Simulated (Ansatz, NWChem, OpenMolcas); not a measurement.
A small benchmark: dipole moment

8 molecules of light elements (H to F); the dipole moment in D, computed less measured. Shapes, held fixed at every level: PBE0-D4/def2-TZVP. No vibrational averaging. Dipoles are compared by magnitude; molecules under 1 D, whose direction can flip, are left out. Programs: Ansatz 0.2.0, NWChem 7.3.0, OpenMolcas 26.06. A level may come from different programs for different species; with the same settings they agree closely. Measured values: NIST CCCBDB.

Levels: A = PBE-D4/def2-TZVPP; B = r2SCAN-D4/def2-TZVPP; C = B3LYP/6-31G* (Cartesian functions).

| molecule | measured | A | B | C |
| --- | --- | --- | --- | --- |
| H2O (water) | 1.85 | +0.04 | +0.08 | +0.22 |
| H2CO (formaldehyde) | 2.33 | -0.21 | -0.10 | -0.19 |
| CH2F2 (difluoromethane) | 1.97 | -0.25 | -0.17 | -0.28 |
| CH3F (fluoromethane) | 1.85 | -0.18 | -0.12 | -0.16 |
| C2H5F (SMILES CCF) | 1.96 | -0.21 | -0.13 | -0.26 |
| C2H6O (dimethyl ether) | 1.30 | -0.20 | -0.15 | -0.06 |
| C3H5N (propanenitrile) | 4.02 | +0.01 | +0.13 | -0.14 |
| C4H5N (pyrrole) | 1.84 | +0.09 | +0.10 | +0.10 |

(1) Which level does best on this set, which worst, and which err to one side?

Answers

(1) 
```tsv
level	kind	mean error	mean absolute error	worst case
PBE-D4/def2-TZVPP	GGA	-0.114	0.149	CH2F2
r2SCAN-D4/def2-TZVPP	meta-GGA	-0.045	0.122	CH2F2
B3LYP/6-31G* (Cartesian functions)	global hybrid	-0.096	0.176	CH2F2
```

On this set r2SCAN-D4/def2-TZVPP has the smallest mean absolute error and B3LYP/6-31G* (Cartesian functions) the largest. B3LYP/6-31G* (Cartesian functions) is too low in 6 of 8. The levels differ in basis as well as in method. The tabulated value of C4H5N is in doubt (older tables, estimates, or at odds with other calculations) and kept here. Over the 7 molecules whose values aren't doubted the mean absolute errors are A 0.157; B 0.126; C 0.187. The smallest two are near a tie. The largest two are near a tie. The set is small.

The step from PBE to r2SCAN raises the dipole of every molecule, so its advantage is mostly an upward shift. This helps the three fluorides, formaldehyde and dimethyl ether, where PBE is too low, but worsens water and propanenitrile, where it is already slightly high. The likely reason is that r2SCAN delocalises the density less and leaves more charge on the electronegative atom.

The fluorides are too low at all three levels, while water is too high at all three, most of all with B3LYP/6-31G* (+0.22 D). Near the basis-set limit PBE is known to put water's dipole slightly below experiment, so its positive error here probably comes from the lack of diffuse functions, which describe the outer part of the lone pairs. The same lack can lower the dipole of a C–F bond, so basis error need not have one sign.

The small mean error of r2SCAN therefore reflects partial cancellation between classes of molecule, and no uniform scaling or constant shift would correct any of the three levels across the set.
